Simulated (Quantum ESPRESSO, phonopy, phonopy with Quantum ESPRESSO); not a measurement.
# Highest zone-centre mode of zinc-blende BN against volume, PBE with GBRV pseudopotentials

The decision to be made is whether a phonon calculation on zinc-blende BN must be repeated whenever the cell volume is revised, for instance after a change of pressure or an allowance for thermal expansion, or whether one known frequency can simply be rescaled. Rescaling is safe only if the frequency follows the volume by a rule whose error is small beside the shift itself.

The quantity followed is the threefold degenerate optical mode at the zone centre, in cm⁻¹, without the macroscopic field. Volumes are measured against the static PBE volume $V_0$, 5.951 Å³ per atom, where the pressure is zero and the mode lies at 1027.0 cm⁻¹. The problem is to find the rule and its error.

## How the numbers were made

One crystal, BN (zinc-blende), taken from a cell from the Materials Project (structure alone) (known phase), directly or through a relaxation at another level, and relaxed at each level to its static volume V0; then scaled volumes, with shape and atoms relaxed at fixed volume where symmetry leaves them free. Level: PBE, GBRV (Quantum ESPRESSO). Quantum ESPRESSO 7.5 rows: plane waves at 45 Ry, no spin, finite atomic displacements in 3×3×3 supercells with phonopy 4.10. The same in all rows: lowest frequency along the high-symmetry path, interpolated; zero means stable, negative imaginary: 0.1 cm⁻¹.

- volume (Å³): volume per atom.
- pressure (GPa): static pressure at that volume, compression positive.
- highest Γ mode (cm⁻¹): highest optical mode at the zone centre, without the macroscopic field (no LO-TO term).

## Data

| member | volume (Å³) | pressure (GPa) | highest Γ mode (cm⁻¹) |
| --- | --- | --- | --- |
| V/V0 = 0.97 | 5.773 | 11.96 | 1066.3 |
| V/V0 = 0.985 | 5.862 | 5.77 | 1046.4 |
| V/V0 = 1 | 5.951 | 0.00 | 1027.0 |
| V/V0 = 1.015 | 6.040 | −5.37 | 1007.8 |
| V/V0 = 1.03 | 6.130 | −10.39 | 989.4 |
| V/V0 = 1.045 | 6.219 | −15.06 | 971.5 |
| V/V0 = 1.06 | 6.308 | −19.42 | 954.1 |

Least-squares fits to the whole series, with x = volume (Å³); R² in the fitted variables, residuals in the unit of y:

| y | members | fit | R² | rms residual | leave-one-out rms | standard deviation of y |
| --- | --- | --- | --- | --- | --- | --- |
| highest Γ mode (cm⁻¹) | 7 | ln y = 9.17290 − 1.25523 ln x | 1.00 | 0.19 | 0.31 | 40 |

## Why the values move as they do

The mode falls at every step of expansion, from 1066.3 cm⁻¹ at $V/V_0 = 0.97$ to 954.1 cm⁻¹ at 1.06. A model with two parameters follows from three assumptions.

1. In this mode the boron and nitrogen sublattices move rigidly against each other. With a restoring force constant $K$ and the reduced mass $\mu$ of the pair, $\omega^2 = K/\mu$. The masses do not depend on volume, so any shift of $\omega$ comes from $K$.

2. Cubic symmetry fixes both atoms, so the bond length $d$ is the only thing that changes, and $d \propto V^{1/3}$.

3. A longer bond is a softer one, because the orbital overlap that holds it weakens with distance. Over a small range this is written as a power law, $K \propto d^{-n}$.

Putting the second and third into the first gives $\omega \propto d^{-n/2} \propto V^{-n/6}$, or

$$\omega(V) = \omega_0\,(V/V_0)^{-\gamma}, \qquad \gamma = n/6 .$$

The parameters are $\omega_0$, the frequency at $V_0$, and $\gamma$, the mode Grüneisen parameter. If $K$ did not depend on bond length, $\gamma$ would be zero and the mode would stay where it is.

The fit to all seven rows gives $\gamma = 1.255$, hence $n = 6 × 1.255 = 7.53$. From the smallest to the largest volume the bond lengthens by the factor $(1.06/0.97)^{1/3} = 1.030$, while the force constant falls to $(954.1/1066.3)^2 = 0.80$ of its value: 3 % in length costs 20 % in stiffness.

Pressure is a less convenient variable. Between the two most compressed rows the mode shifts by 19.9 / 6.19 = 3.21 cm⁻¹ per GPa, between the two most expanded by 17.4 / 4.36 = 3.99, mainly because the expanded crystal is more compressible and a given change of pressure then moves the volume further.

## Testing the model

**Problem.** The frequencies at $V/V_0 = 1$ and $V/V_0 = 0.97$ are taken as known. Find the mode at 0.985, 1.015, 1.03 and 1.06.

**Solution.** The row at $V_0$ fixes $\omega_0 = 1027.0$ cm⁻¹. The row at 0.97 fixes the exponent:

$$\gamma = \frac{\ln(1066.3/1027.0)}{-\ln 0.97} = 1.233 .$$

The other members follow by raising the volume ratio to the power −1.233.

- At 0.985: $1027.0 × 0.985^{-1.233} = 1046.3$ cm⁻¹. The table has 1046.4, a difference (computed minus model) of +0.1.
- At 1.015: $1027.0 × 1.015^{-1.233} = 1008.3$ cm⁻¹. The table has 1007.8, a difference of −0.5.
- At 1.03: $1027.0 × 1.03^{-1.233} = 990.2$ cm⁻¹. The table has 989.4, a difference of −0.8.
- At 1.06: $1027.0 × 1.06^{-1.233} = 955.8$ cm⁻¹. The table has 954.1, a difference of −1.7.

The first of these lies between the two known members and is an interpolation. The other three carry a slope found under compression over to the expanded crystal, which is the harder test. Even the largest miss, 1.7 cm⁻¹, is small beside the standard deviation of the seven frequencies, 40 cm⁻¹.

## Where the trend breaks

Largest departures from the fit to the whole series:

| member | highest Γ mode (cm⁻¹) | fit | computed − fit | computed / fit | in rms residuals (of ln y) |
| --- | --- | --- | --- | --- | --- |
| V/V0 = 0.97 | 1066.3 | 1066.6 | −0.3 | 1.00 | 1.5 |
| V/V0 = 1 | 1027.0 | 1026.7 | +0.3 | 1.00 | 1.5 |
| V/V0 = 1.06 | 954.1 | 954.3 | −0.2 | 1.00 | 1.2 |
| V/V0 = 1.03 | 989.4 | 989.2 | +0.2 | 1.00 | 0.9 |

Fixed on the compressed side, the model lies too high at every expanded volume, and the gap widens with expansion: computed minus model is −0.5 cm⁻¹ at $V/V_0 = 1.015$ and −1.7 cm⁻¹ at 1.06. The last figure is about 2 % of the shift from $V_0$, which is 72.9 cm⁻¹.

The assumption under strain is the constant exponent. The rows at 1 and 1.06 give $\gamma = \ln(1027.0/954.1) / \ln 1.06 = 1.264$, against 1.233 from the rows at 0.97 and 1. A rise of this sign is expected if the force constant decays exponentially with bond length instead of as a power, since the effective $n$ then grows in proportion to $d$. That would add roughly 0.02 to $\gamma$ between the two pairs, which is part of the rise found, 1.264 − 1.233 = 0.031.

The rise is small, but one stray row does not explain it. Had the frequency at $V_0$ alone come out 0.6 cm⁻¹ lower, both pairs would give 1.25, yet that row would then fall out of line with its neighbours. The departures from the fit are also negative at both ends of the series and positive at $V/V_0 = 1$ and 1.03, as a slowly growing exponent requires. A fixed plane-wave cutoff at changing volume could add a smooth error of the same shape, so the cause of the rise remains open.

## Conclusions

For this mode, rescaling can replace a repeated harmonic calculation for $V/V_0$ from 0.97 to 1.06. When the volume changes through heating, it gives only the part of the shift that comes from the volume, not the anharmonic shift at fixed volume. Starting from 1027.0 cm⁻¹ with the fitted exponent 1.255, it meets every row to within 1 cm⁻¹. One per cent more volume lowers the mode by about 1027.0 × 1.255 × 0.01 = 12.9 cm⁻¹, so an error of one per cent in the volume matters far more than the error of the rule.

The tabled mode leaves out the macroscopic field, which in a polar crystal such as this lifts the longitudinal mode above it. The rule for the tabled mode should not be carried over to it unchecked, because the splitting has its own dependence on volume.

[On method and selection: Runs that did not converge, have known faults or may not be shown are not listed, and runs on Ansatz's PAW sets soft_1 and soft_2 are kept to separate tables.]
